\section*{Overscreened $k$-channel Kondo fixed point and the two-channel conductance}

\subsection*{Model and premises}

A two-state impurity, described by a dimensionless spin $\mathbf S$ with $S=1/2$, couples to $k$ electron channels $a=1,\dots,k$. Each electron carries a two-valued index $\alpha$ on which the Pauli matrices $\boldsymbol\sigma$ act:
\begin{equation}
H=\sum_{q\alpha a}\varepsilon_q c^\dagger_{q\alpha a}c_{q\alpha a}+\sum_a J_a\,\mathbf S\cdot\mathbf s_a,\qquad
\mathbf s_a=\tfrac12\,\psi^\dagger_{\alpha a}\boldsymbol\sigma_{\alpha\beta}\psi_{\beta a}.
\label{H}
\end{equation}
Here $\psi$ is the field at the impurity, with local density of states $\nu$ per $\alpha$ and per channel, flat for $|\varepsilon|<D_0$. We write $g_a=\nu J_a>0$, $l=\ln(D_0/D)$ for the running cutoff $D$, and $\beta=1/k_BT$. In a quantum dot $\alpha$ is the real spin. For a tunnelling defect in a metal, $\mathbf S$ labels the two defect states, $\alpha$ two partial waves around the defect, and the channel index is the real spin, so $k=2$.

The premises are: (P1) the model \eqref{H}, with particle-hole symmetry and no transfer of electrons between channels; (P2) the fusion rule of Affleck and Ludwig, stated below, which we motivate and test at large $k$ but do not prove; (P3) the modular transformation of the SU(2)$_k$ characters.

\subsection*{Scaling equation}

\emph{Second order.} Remove the states with $D-\delta D<|\varepsilon|<D$, so $\delta l=\delta D/D$. An electron scattered through an empty state at the top edge has denominator $-D$. The process through a filled state at the bottom edge has the same denominator, the reverse order of the electron matrices and a fermionic minus sign. Together they give
\begin{equation}
\delta V=-\frac{\nu J^2\delta l}{4}\,S^aS^b[\sigma^a,\sigma^b]
=-\frac{\nu J^2\delta l}{4}\,2i\epsilon^{abc}S^aS^b\sigma^c
=\nu J^2\delta l\;\mathbf S\cdot\frac{\boldsymbol\sigma}{2},
\end{equation}
because $\epsilon^{abc}S^aS^b=iS^c$. Hence $\delta g_a=g_a^2\,\delta l$.

\emph{Third order with a closed loop.} In imaginary time the free propagator has magnitude $\int_0^\infty\nu e^{-\varepsilon\tau/\hbar}d\varepsilon=\nu\hbar/\tau$, so $\langle s^c_b(\tau)s^d_b(0)\rangle=\tfrac14\mathrm{tr}(\sigma^c\sigma^d)(\nu\hbar/\tau)^2=\tfrac12\delta^{cd}(\nu\hbar/\tau)^2$. A particle-hole pair of channel $b$, emitted at $\tau_2$ and absorbed at $\tau_1>\tau_2$, contributes the factor $\tfrac12g_b^2\int d\tau_1d\tau_2\,S^c(\tau_1)S^c(\tau_2)/(\tau_1-\tau_2)^2$. Let an exchange vertex $J_aS^d$ sit at time zero. If both times lie on one side, the spin factor is $S(S+1)S^d$. If they straddle the vertex, it is $S^cS^dS^c=[S(S+1)-1]S^d$. The common part $S(S+1)$ cancels against the partition function. Pairs of separation $\tau$ straddle the vertex over a range $\tau$ of positions, so the remainder is $-\tfrac12g_b^2S^d\int\tau\,d\tau/\tau^2=-\tfrac12g_b^2S^d\,\delta l$ for a shell of separations of logarithmic width $\delta l$. Summing over $b$,
\begin{equation}
\frac{dg_a}{dl}=g_a^2-\frac12\,g_a\sum_b g_b^2,\qquad\text{and for equal couplings}\qquad
\frac{dg}{dl}=g^2-\frac k2g^3 .
\label{rg}
\end{equation}

\emph{Fixed point.} The zero is $g^*=2/k$, with slope $2g^*-\tfrac32kg^{*2}=-2/k$: it attracts from both sides (Nozi\`eres and Blandin, 1980). A term with $m\ge1$ vertices on the open electron line and $L$ loops of at least two vertices is at most $k^Lg^{m+2L}\sim k^{-m-L}$ at $g^*$. The two terms kept, $(m,L)=(2,0)$ and $(1,1)$, are of order $k^{-2}$ and all others are smaller by $1/k$, so \eqref{rg} controls the fixed point only for $k\gg1$. Integrating,
\begin{equation}
l=-\frac1g+\frac k2\ln\frac{g}{1-kg/2}+\text{const},
\label{flow}
\end{equation}
so $g$ leaves weak coupling at $k_BT_K\sim D_0g_0^{k/2}e^{-1/g_0}$, and below it $g^*-g\propto(D/k_BT_K)^{2/k}$. Near $g^*$ a small difference $\delta$ of two couplings obeys $d\delta/dl=(2g-\tfrac k2g^2)\delta=+(2/k)\,\delta$ and grows.

\subsection*{Exact fixed point}

\emph{Absorbing the spin.} The radial problem on a length $L$, incoming and outgoing waves unfolded, is a chiral fermion of velocity $v$ on a ring of length $2L$, with $\nu=1/2\pi\hbar v$ per length. The free Hamiltonian is a sum of commuting charge, flavour SU($k$) and spin parts. The Fourier modes $\mathbf J_n$ of the total spin density obey $[J^a_n,J^b_m]=i\epsilon^{abc}J^c_{n+m}+\tfrac k2n\,\delta^{ab}\delta_{n,-m}$, and $\sum_a\mathbf s_a=\sum_n\mathbf J_n/2L$. The spin part of \eqref{H} is then
\begin{equation}
H_s=\frac{\pi\hbar v}{L}\Big[\frac1{k+2}\sum_n:\!\mathbf J_{-n}\cdot\mathbf J_n\!:+\,g\sum_n\mathbf J_n\cdot\mathbf S\Big].
\end{equation}
The operators $\mathcal J_n^a=J_n^a+S^a$ obey the same algebra. At $g=2/(k+2)$ the square completes: up to a constant, $H_s$ has the free form in $\mathcal J_n$. The position of a fixed point depends on the regularisation, but this one tends to $2/k$ at large $k$. The spectrum still consists of towers built on spins $j=0,\tfrac12,\dots,\tfrac k2$, whose lowest states have energy $(\pi\hbar v/L)h_j$ with $h_j=j(j+1)/(k+2)$. Only the pairing of spin towers with charge and flavour towers changes.

\emph{Fusion rule (P2).} Each spin tower $j$ is replaced by the towers $j\pm\tfrac12$ that lie in $[0,k/2]$. Charge and flavour towers are untouched.

\emph{Operators.} By the state-operator map, the operators living on the Kondo boundary are the states of a strip with that boundary at both ends, that is, the free operators fused twice. The identity gives $j=0\to\tfrac12\to0,1$, with $j=1$ present only for $k\ge2$. So there is a neutral, flavour-singlet triplet $\boldsymbol\phi$ of dimension
\begin{equation}
\Delta=h_1=\frac2{k+2}.
\end{equation}
A boundary operator of dimension $x$ has a coupling that scales as $e^{(1-x)l}$. The lowest operator with all symmetries of \eqref{H} is $\mathcal O=\boldsymbol{\mathcal J}_{-1}\cdot\boldsymbol\phi$, with $x=1+\Delta$. The charge current ($x=1$) is odd under particle-hole conjugation, and singlets of the identity tower begin at $x=2$. The coupling of $\mathcal O$ decays as $e^{-\Delta l}$, which reproduces the slope $-2/k$ at large $k$. Three symmetry-breaking perturbations matter.
\begin{itemize}
\item A splitting $ES^z$ becomes $\phi^z$ and grows with exponent $1-\Delta=k/(k+2)$.
\item Channel asymmetry. The free bilinear $\psi^\dagger\sigma^aT^A\psi$, with $T^A$ a flavour generator, has dimension 1 and spin factor $h_1$, so its flavour factor has dimension $k/(k+2)$. Double fusion takes $j=1$ to $j=0$ and frees this factor, which grows with exponent $2/(k+2)$. This matches $+2/k$ above.
\item Exchange anisotropy needs spin 2, first available as $\mathcal J^a_{-1}\phi^b$ with $x=1+\Delta$. It is irrelevant, so the anisotropic couplings of a tunnelling defect reach the same fixed point.
\end{itemize}

\emph{Entropy.} The partition function of the strip is a sum of products of characters with argument $q=e^{-\pi\hbar v\beta/L}$. By (P3), with $\tilde q=e^{-4\pi L/\hbar v\beta}$,
\begin{equation}
\chi_j(q)=\sum_p\mathcal S_{jp}\chi_p(\tilde q),\qquad
\mathcal S_{jp}=\sqrt{\frac2{k+2}}\,\sin\frac{\pi(2j+1)(2p+1)}{k+2}.
\end{equation}
Put $m=2j+1$ and $y_p=\pi(2p+1)/(k+2)$. Fusion replaces $\sin my_p$ by $\sin(m+1)y_p+\sin(m-1)y_p=2\cos y_p\sin my_p$. The excluded towers, $m-1=0$ and $m+1=k+2$, have vanishing sine, so the identity holds at the edges too. Thus fusion multiplies the weight of $\chi_p(\tilde q)$ by $r_p=2\cos y_p$, whatever $j$. For $L\gg\hbar v\beta$, $\tilde q\to0$ and $p=0$ dominates, so $Z/Z_{\rm free}\to r_0$, independent of $T$, and
\begin{equation}
S_{\rm imp}=k_B\ln\Big[2\cos\frac\pi{k+2}\Big].
\end{equation}
The order of limits is $L\to\infty$ first, then $T\to0$.

\emph{One-particle S-matrix.} The expansion in $\tilde q$ reads as propagation in space between boundary states, so $r_p$ multiplies the overlap $\langle B|p\rangle$ of the impurity boundary state with tower $p$. The amplitude of $\langle\psi_{\rm out}\psi^\dagger_{\rm in}\rangle$ is the one-point function of a bulk field with spin factor $p=\tfrac12$, equal to $\langle B|\tfrac12\rangle/\langle B|0\rangle$. It is 1 for the free boundary, so at the Fermi level and $T=0$
\begin{equation}
S_1=\frac{r_{1/2}}{r_0}=\frac{\cos[2\pi/(k+2)]}{\cos[\pi/(k+2)]}.
\label{S1}
\end{equation}
\begin{center}
\begin{tabular}{cccc}
$k$ & $\Delta$ & $S_{\rm imp}/k_B$ & $S_1$\\ \hline
1 & absent & 0 & $-1$\\
2 & 0.5 & 0.347 & 0\\
3 & 0.4 & 0.481 & 0.382
\end{tabular}
\end{center}
For $k=1$ this is the Fermi liquid with phase shift $\pi/2$. For $k\ge2$, $|S_1|<1$: an electron at the Fermi level leaves as a single electron with probability $S_1^2$ only, and never for $k=2$.

\emph{Test at large $k$.} With $S(\varepsilon)=1-2\pi i\nu\mathcal T(\varepsilon)$, the first-order T-matrix averages to zero over the impurity states. The second-order one is $-i\pi\nu J^2\langle(\mathbf S\cdot\boldsymbol\sigma/2)^2\rangle=-i\pi\nu J^2\cdot\tfrac3{16}$. Hence
\begin{equation}
1-\mathrm{Re}\,S=\tfrac38\pi^2g^2,
\label{born}
\end{equation}
which is $3\pi^2/2k^2$ at $g^*$, the leading term of $1-S_1$ from \eqref{S1}.

\subsection*{Conductance}

Let channel 1 consist of two leads $L,R$ coupled to a dot with real amplitudes $t_L,t_R$, $\tan\theta=t_R/t_L$. The other channels are reservoirs that exchange no charge with the leads, for instance a Coulomb-blockaded grain. Rotate, $c_L=\cos\theta\,e-\sin\theta\,o$ and $c_R=\sin\theta\,e+\cos\theta\,o$. Only $e$ enters the exchange term $H_K$, and
\begin{equation}
N_L-N_R=\cos2\theta\,(N_e-N_o)-\sin2\theta\sum_{q\alpha}(e^\dagger_{q\alpha}o_{q\alpha}+\text{h.c.}).
\end{equation}
$N_e$ and $N_o$ are conserved. With $F_\alpha=[e_{q\alpha},H_K]=\tfrac12J(\mathbf S\cdot\boldsymbol\sigma)_{\alpha\beta}\psi_{e\beta}$ and $e_0$ the elementary charge,
\begin{equation}
\hat I=\frac{e_0}2\frac{d}{dt}(N_L-N_R)=-\frac{ie_0}{2\hbar}\sin2\theta\sum_\alpha\big(F^\dagger_\alpha\psi_{o\alpha}-\psi^\dagger_{o\alpha}F_\alpha\big).
\end{equation}
The fluctuation-dissipation theorem gives $G=\tfrac\beta2\int dt\,\langle\hat I(t)\hat I(0)\rangle$. The field $\psi_o$ is free and decoupled, so the average factorises exactly. By the equation of motion the retarded function of $F$ is the T-matrix, so its spectral density is $A=-\mathrm{Im}\,\mathcal T/\pi$. Each of the two cross terms gives $2\pi\hbar\nu\int A\,f(1-f)\,d\varepsilon$ per spin. With $\beta f(1-f)=-f'$ and $-\pi\nu\,\mathrm{Im}\,\mathcal T=(1-\mathrm{Re}\,S)/2$,
\begin{equation}
G=\frac12\frac{e_0^2\sin^22\theta}{4\hbar^2}\,8\pi\hbar\nu\!\int\! A\,(-f')\,d\varepsilon
=G_0\!\int\! d\varepsilon\,(-f')\,\frac{1-\mathrm{Re}\,S(\varepsilon,T)}2,
\label{G}
\end{equation}
where $G_0=(2e_0^2/h)\sin^22\theta$. At $T=0$, $G=G_0(1-S_1)/2$, which is $G_0$ for $k=1$ and $G_0/2$ for $k=2$. For a two-channel dot with $t_L=t_R$, in GaAs or any other host, this is $e_0^2/h=38.7\ \mu$S.

\emph{Finite temperature.} Add $\lambda(k_BT_K)^{-\Delta}\mathcal O$ with $\lambda$ dimensionless. At first order one needs $\langle\psi(z_1)\mathcal O(\tau)\psi^\dagger(z_2)\rangle$, with $z_1,z_2$ on opposite sides of the impurity line. It is non-zero: the spin factors $\tfrac12\times\tfrac12$ contain $j=1$, and the Ward identity for $\mathcal J^a_{-1}$ gives the matrix $\sigma^a\sigma^a\neq0$. Conformal invariance fixes it as $Cz_{12}^{\Delta}/[(z_1-\tau)(\tau-z_2)]^{1+\Delta}$, each distance $z$ becoming $(\hbar\beta/\pi)\sin(\pi z/\hbar\beta)$ at finite $T$. The $\tau$ integral converges and scales as (time)$^{-1-\Delta}$, against (time)$^{-1}$ for the free propagator. The only times are $\hbar\beta$ and $\hbar/\varepsilon$, so $\delta S=\lambda(T/T_K)^\Delta\Phi(\beta\varepsilon)$ with universal $\Phi$. Inserting this in \eqref{G} gives $G=G(0)[1-a(T/T_K)^\Delta]$ with $a=\lambda\int(-f')\,\mathrm{Re}\,\Phi\,d\varepsilon/(1-S_1)$. For $k=2$,
\begin{equation}
G(T)=\frac{G_0}2\Big[1-a\sqrt{T/T_K}\Big].
\label{sqrt}
\end{equation}
At large $k$, \eqref{flow} stopped at $D\sim k_BT$ gives $g=g^*[1-b(T/T_K)^{2/k}]$, with $b>0$ for $g_0<g^*$, and \eqref{born} gives $a=2b>0$. We carry this sign over to $k=2$ by continuity in $k$; the explicit evaluation of $\Phi$ by Affleck and Ludwig (1993) gives a non-zero thermal average there. Since $\lambda$ changes sign at $g^*$, $a<0$ for $g_0>g^*$. Only $a/\sqrt{T_K}$ is observable, so the size of $a$ is a convention for $T_K$.

\subsection*{Instability for $k=2$}

At weak coupling \eqref{rg} gives $d(1/g_a)/dl=-1$ for each channel, so $1/g_2-1/g_1=\delta/g_1g_2$ is invariant, with $\delta=g_1-g_2$. At $T_K$ the couplings are of order one, so $\delta(T_K)\sim\delta_0/g_0^2$. Below $T_K$ the asymmetry grows with exponent $2/(k+2)=\tfrac12$, as $\delta(T_K)\sqrt{T_K/T}$, and reaches order one at
\begin{equation}
T^*\sim T_K\,\frac{\delta_0^2}{g_0^4},\qquad |\delta_0|\ll g_0^2\ll1.
\label{Tstar}
\end{equation}
The prefactor is of order one and is not fixed by this argument. Below $T^*$ the stronger channel alone screens the spin ($S_1=-1$) and the weaker decouples ($S_1=+1$), so $G\to G_0$ for $\delta_0>0$ and $G\to0$ for $\delta_0<0$. Above $T^*$, \eqref{sqrt} acquires a term of relative size $\pm\sqrt{T^*/T}$. A splitting $E$, counted at its renormalised value at the scale $T_K$, also has exponent $\tfrac12$ and ends the regime at $T_E\sim E^2/k_B^2T_K$.

\subsection*{Resistivity of dilute defects}

Take a spherical Fermi surface, $n=k_F^3/3\pi^2$, $\nu=mk_F/2\pi^2\hbar^2$ per spin and volume, and $n_i$ independent, randomly oriented defects per volume. An electron of given spin scatters in two partial waves, so $\hbar/\tau_K=-2\,\mathrm{Im}\,\Sigma=2n_i(1-\mathrm{Re}\,S)/\pi\nu$. We assume both waves have the same parity, so that vertex corrections to the odd current vanish; otherwise a factor of order one enters. If static disorder dominates, expanding $\int(-f')\,\tau\,d\varepsilon$ to first order in $1/\tau_K$ adds $m\langle1/\tau_K\rangle/ne_0^2$ to the background $\rho_0$, and the mass cancels:
\begin{equation}
\rho_K(T)=\frac{2h}{e_0^2k_F}\,\frac{n_i}{n}\Big[1-a\sqrt{T/T_K}\Big].
\label{rho}
\end{equation}
If the two spin channels conduct equally, terms odd in $\delta_0$ cancel, and below $T^*$ the mean of $1-S_1$ over the channels is again 1. Asymmetry then ends the $\sqrt T$ law by saturation.

\subsection*{Range of validity}

The results for $\Delta$, $S_{\rm imp}$ and $S_1$ hold for $S=\tfrac12$ and every $k\ge2$ given (P2), while $g^*=2/k$ is quantitative only for $k\gg1$. Equations \eqref{sqrt} and \eqref{rho} need linear response and $\max(T^*,T_E)\ll T\ll T_K$. The next terms, from $\lambda^2$ and from operators of dimension 2, are of order $T/T_K$ up to logarithms. Potential scattering is marginal: it multiplies $S$ by a constant phase, which changes $a$ and, for $k\neq2$, $G(0)$, but no exponent. For defects, (P1) is itself an assumption. Higher levels of the defect potential lower $D_0$ and can push $T_K$ below $T_E$, and in a glass only the defects with small $E$ count in $n_i$.

\subsection*{Illustration: a disordered $L1_0$ MnAl film}

All inputs are assumed: $n=5\times10^{28}$ m$^{-3}$, $\rho_0=1.5\times10^{-6}\ \Omega$\,m, diffusion constant $\mathcal D=1.0\times10^{-4}$ m$^2$/s, $T_K=20$ K in the convention $a=1$, $g_0=0.3$, and $n_i=1\times10^{26}$ m$^{-3}$. The last was chosen so that the upturn is some tenths of a per cent of $\rho_0$, the typical size in such films, so the amplitude below is no prediction. All results are the model's.

One finds $k_F=1.14\times10^{10}$ m$^{-1}$, mean free path $\ell=\hbar k_F/ne_0^2\rho_0=0.62$ nm and $k_F\ell=7.1$. With $n_i/n=2\times10^{-3}$, \eqref{rho} gives $\rho_K(0)=9.1\times10^{-9}\ \Omega$\,m, or 0.6 per cent of $\rho_0$, and
\begin{equation}
-\frac{d\rho_K}{d\sqrt T}=\frac{\rho_K(0)}{\sqrt{T_K}}=2.0\times10^{-9}\ \Omega\,\mathrm{m\,K^{-1/2}}.
\end{equation}
At 2 K the bracket has fallen by 0.32, that is $2.9\times10^{-9}\ \Omega$\,m, and the neglected terms are of order $T/T_K=0.1$.

\emph{Rival term.} The Altshuler-Aronov interaction correction of a three-dimensional disordered metal also goes as $\sqrt T$, with the same sign. Its exchange part, quoted without derivation and with approximate coefficient 0.915, is $\delta\sigma=0.915\cdot\tfrac43\,(e_0^2/4\pi^2\hbar)\sqrt{k_BT/\hbar\mathcal D}$; the Hartree part of a repulsive interaction lowers it. With $\delta\rho=-\rho_0^2\,\delta\sigma$ its slope is $6.1\times10^{-10}\ \Omega\,\mathrm{m\,K^{-1/2}}$, a fraction 0.3 of the Kondo slope. The form holds for films thicker than $\sqrt{\hbar\mathcal D/k_BT}$, which is 20 nm at 2 K. A $\sqrt T$ law alone therefore does not identify the fixed point.

\emph{Dilution.} The Einstein relation gives a total density of states $N=1/e_0^2\rho_0\mathcal D=2.6\times10^{47}$ J$^{-1}$m$^{-3}$, so $n_i/Nk_BT_K=1.4$. There is about one electron within $k_BT_K$ of the Fermi level per defect, and independence of the defects is not assured.

\emph{Window.} To keep the $\sqrt T$ law down to 1 K one needs $E/k_B\lesssim\sqrt{1\ \mathrm K\cdot T_K}=4.5$ K, or $E\lesssim6.2\times10^{-23}$ J. From \eqref{Tstar} one also needs $|\delta_0|/g_0^2\lesssim0.22$, or $|\delta_0|/g_0\lesssim0.07$, within the unknown prefactors. In non-magnetic ZrAsSe time reversal enforces $\delta_0=0$ at zero field. In ferromagnetic MnAl the channels are the majority and minority spins and no symmetry equates them. An assumed mismatch $|\delta_0|/g_0=0.3$ gives $\delta_0^2/g_0^4=1$, so $T^*\sim T_K$ and the model has no window. Within this model a two-channel reading of MnAl requires the two spin species to couple to the defect equally to within roughly 7 per cent.